**Errors in the atomization energy of O=Si=O, estimated by hand**

The atomization energy is the energy needed to pull a molecule apart into free atoms. For O=Si=O it was computed at each level as the energy of three separate atoms less that of the molecule, with the nuclei at rest. All levels use one fixed PBE0 geometry, and the correlated wavefunction methods leave the core electrons uncorrelated. The table lists each result less a best estimate of 12.912 eV, which is CCSD(T) at the basis limit plus a small step to a still higher level. That estimate is itself computed, not measured, and carries a statistical noise of about 10 meV. A negative entry means that the level binds the molecule too weakly.

Two sizes are worth remembering. Hartree-Fock (HF) loses about 6 eV, nearly half of the binding. A triple-zeta basis costs a correlated wavefunction method about a tenth of that, 0.6 eV, and leaving out triple excitations costs about another tenth.

Neutral singlet O=Si=O at the PBE0/def2-SVP geometry, computed with Ansatz 0.2.0 and the in-house AFQMC program afq 1. The basis is def2-TZVP except in rows marked CBS (basis limit), with an RHF determinant for the molecule and frozen cores in the correlated wavefunction methods. The best estimate includes a step to released AFQMC.

| level | this level less the best estimate at the basis limit (meV) | statistical noise, one standard error (meV) |
| --- | --- | --- |
| HF | -6271.0 | 0.000 |
| MP2 | 480.0 | 0.000 |
| CCSD | -1273.0 | 0.000 |
| CCSD(T) | -701.0 | 0.000 |
| CCSDT | -734.0 | 0.000 |
| CCSDT(Q) | -661.0 | 0.000 |
| ph-AFQMC/CISD | -654.0 | 8.000 |
| released AFQMC | -632.0 | 13.000 |
| HF/CBS | -6201.0 | 0.000 |
| MP2/CBS | 1122.0 | 0.000 |
| CCSD(T)/CBS | -51.0 | 0.000 |
| PBE | 504.0 | 0.000 |
| r2SCAN | -60.0 | 0.000 |
| PBE0 | -597.0 | 0.000 |
| B3LYP | -400.0 | 0.000 |
| wB97M-V | -195.0 | 0.000 |
| B2PLYP | -163.0 | 0.000 |

**Picture.** In HF each electron feels only the average field of the others. Real electrons also avoid one another from moment to moment, and this correlation lowers the energy. It lowers the molecule more than the separate atoms, because bonding brings more electrons close together in shared regions of space. HF leaves this gain out and so binds too weakly.

A correlated method recovers most of the gain but can lose a part in two ways. Smooth orbitals in a finite basis describe poorly the short distances at which two electrons meet. CCSD, for its part, correlates electrons mainly two at a time and lacks the connected triple excitations, in which three electrons move together. The rule below treats the two losses as independent and adds them.

**Rule.** Count the bond lines $B$ in the Lewis formula and allow 1.5 eV of correlation for each, a rounded figure: at the basis limit HF lacks 1.55 eV per line in this molecule. Then count the tenths $n$ of this correlation that the level lacks: ten for HF, one for a triple-zeta basis, one for absent triples. The error $\delta$ of the atomization energy is

$$\delta \approx -\frac{n}{10}\,B\times 1.5\ \text{eV}.$$

With four bond lines, each tenth costs 0.6 eV.

**Two worked rows.** HF lacks all ten tenths, so $\delta\approx-4\times1.5=-6.0$ eV, where the table has -6.27 eV. CCSD in the triple-zeta basis lacks two tenths, one for the basis and one for the triples. The rule gives $-2\times0.6=-1.2$ eV, against -1.27 eV in the table. The tenths were chosen with these rows in view, so the agreement shows how compactly the rule sums up the table and is not an independent test.

**Accuracy.** The rule covers nine rows: HF, the coupled-cluster levels and the two AFQMC levels, with their basis-limit versions where listed. It is off by up to 0.27 eV for HF and by at most 0.13 eV for the others. In all nine rows it makes the loss slightly too small. The row for CCSD(T) at the basis limit counts for little here, since its error of -51 meV is the very step that was added to form the best estimate. The output below sets the rule beside every row.

**Why the basis costs the same for different methods.** If the basis loss comes from electrons meeting at short distance, two methods that treat such encounters similarly should lose similar amounts. MP2 and CCSD(T) bear this out. Going to the basis limit raises their atomization energies by 642 and 650 meV, although the two methods disagree by more than 1 eV about the binding itself. For HF, which has no correlation to converge, the step is only 70 meV.

This gives a sharper estimate when an MP2 calculation is at hand. Adding the MP2 step to the triple-zeta CCSD(T) value reproduces the CCSD(T) limit to 8 meV. Scaling the correlation part by the MP2 ratio instead misses by 108 meV, because it makes the step proportional to the whole correlation part of the binding, which is about 1.2 eV smaller in CCSD(T) than in MP2, and so the step comes out too small. For CCSD the same step suggests a limit of $-1273+642=-631$ meV, close to the single tenth that the rule assigns to absent triples. This limit is an estimate: CCSD energies in larger bases went into the CCSD(T) limit, but the table lists no limit for CCSD itself to check it against.

**Where the rule breaks: MP2.** By the count of tenths, MP2 in the triple-zeta basis should bind too weakly by 1.2 eV, yet it binds too strongly by 0.48 eV. The total energies show where this comes from. MP2 places the molecule 0.45 eV above CCSD(T), but the energy balance puts its three atoms 1.63 eV above. It recovers too little correlation in both, and far less of what is needed in the atoms, so the difference comes out as extra binding.

A better basis therefore makes MP2 worse here. In the small basis, the basis loss hides part of the overbinding; at the limit the error grows to 1.12 eV. Counting tenths works only for methods whose shortfall in the atoms and in the molecule nearly cancels, apart from the share being counted.

**Where the rule breaks: density functionals.** A functional does not start from HF and recover a share of the correlation, so there are no tenths to count. PBE binds too strongly by 0.50 eV and PBE0 too weakly by 0.60 eV. PBE0 differs from PBE in that a quarter of the exchange is replaced by exact exchange, and in this molecule that weakens the binding by about 1.1 eV. The -60 meV of r2SCAN is no proof of accuracy, since its basis error is still included and may be of the same size.

**Where the rule is too coarse.** It gives one value for all levels beyond CCSD in the triple-zeta basis, while the table spreads them over about 0.1 eV. Part of that spread can't be ranked anyway: CCSDT(Q) and phaseless AFQMC differ by 7 meV, less than the statistical noise of the latter. The phaseless constraint also adds a bias, which that noise does not include; the size usually quoted, some meV, comes from the data makers' tests on other systems and was not measured here. The closeness of the highest levels is also partly a matter of selection, since the reference was admitted only if CCSDT(Q) and released AFQMC agreed within 25 to 40 meV. The small share given to triples also relies on one determinant dominating the wavefunction. It does so here, with a weight of 0.84 in the AFQMC trial function, and the coupled-cluster runs also class the wavefunction as close to a single determinant. The notes supplied with the data do attach a general caution about strong correlation to all rows, but it rests on the data makers' tests on other systems, and none of the runs for this molecule raised it.

**Carrying it over.** For a similar closed-shell molecule, change $B$ and keep the tenths, but treat the result as a first guess, because a single molecule can't show that the constants transfer. The bond line is itself a convenient unit rather than a physical one: the six unpaired electrons of the free atoms would make three new pairs, not four.

Silicon dioxide serves as a gate insulator, but there it is a network of single Si-O bonds. The errors above concern the energy of making and breaking bonds in a small molecule, and say nothing about the band gap or the leakage of an oxide film.

The analysis program printed:

```
Rule of tenths (scope 1 means inside the rule):
             row  scope  tenths missing  rule meV  rule less table meV  atomization energy eV  by rule eV
              HF      1              10     -6000                  271                  6.641       6.912
             MP2      0               2     -1200                -1680                  13.39       11.71
            CCSD      1               2     -1200                   73                  11.64       11.71
         CCSD(T)      1               1      -600                  101                  12.21       12.31
           CCSDT      1               1      -600                  134                  12.18       12.31
        CCSDT(Q)      1               1      -600                   61                  12.25       12.31
   ph-AFQMC/CISD      1               1      -600                   54                  12.26       12.31
  released AFQMC      1               1      -600                   32                  12.28       12.31
          HF/CBS      1              10     -6000                  201                  6.711       6.912
         MP2/CBS      0               1      -600                -1722                  14.03       12.31
     CCSD(T)/CBS      1               0         0                   51                  12.86       12.91
             PBE      0               0         0                 -504                  13.42       12.91
          r2SCAN      0               0         0                   60                  12.85       12.91
            PBE0      0               0         0                  597                  12.32       12.91
           B3LYP      0               0         0                  400                  12.51       12.91
         wB97M-V      0               0         0                  195                  12.72       12.91
          B2PLYP      0               0         0                  163                  12.75       12.91
best single value per missing tenth over the rows in scope, meV: 625.1
HF shortfall at the basis limit per bond line, eV: 1.55
largest miss of the rule in scope, meV: 271
largest miss in scope without the two HF rows, meV: 134
share of the CCSD(T) correlation binding lost by def2-TZVP, percent: 9.431
share of the released AFQMC correlation binding that CCSD lacks in def2-TZVP, percent: 11.37
step from def2-TZVP to the limit for HF, meV: 70
step from def2-TZVP to the limit for MP2, meV: 642
step from def2-TZVP to the limit for CCSD(T), meV: 650
CCSD(T) limit guessed with the MP2 step in meV, guess less table, meV: -8
CCSD(T) limit guessed with the MP2 correlation ratio, guess less table, meV: -108.1
MP2 less CCSD(T) atomization energy in def2-TZVP, meV: 1181
MP2 less CCSD(T) total energy of the molecule, meV: 449.6
MP2 less CCSD(T) total energy of the three atoms by balance, meV: 1631
released AFQMC less CCSD(T) in def2-TZVP, meV: 69
CCSDT less CCSD(T) in def2-TZVP, meV: -33
PBE0 less PBE, meV: -1101
```
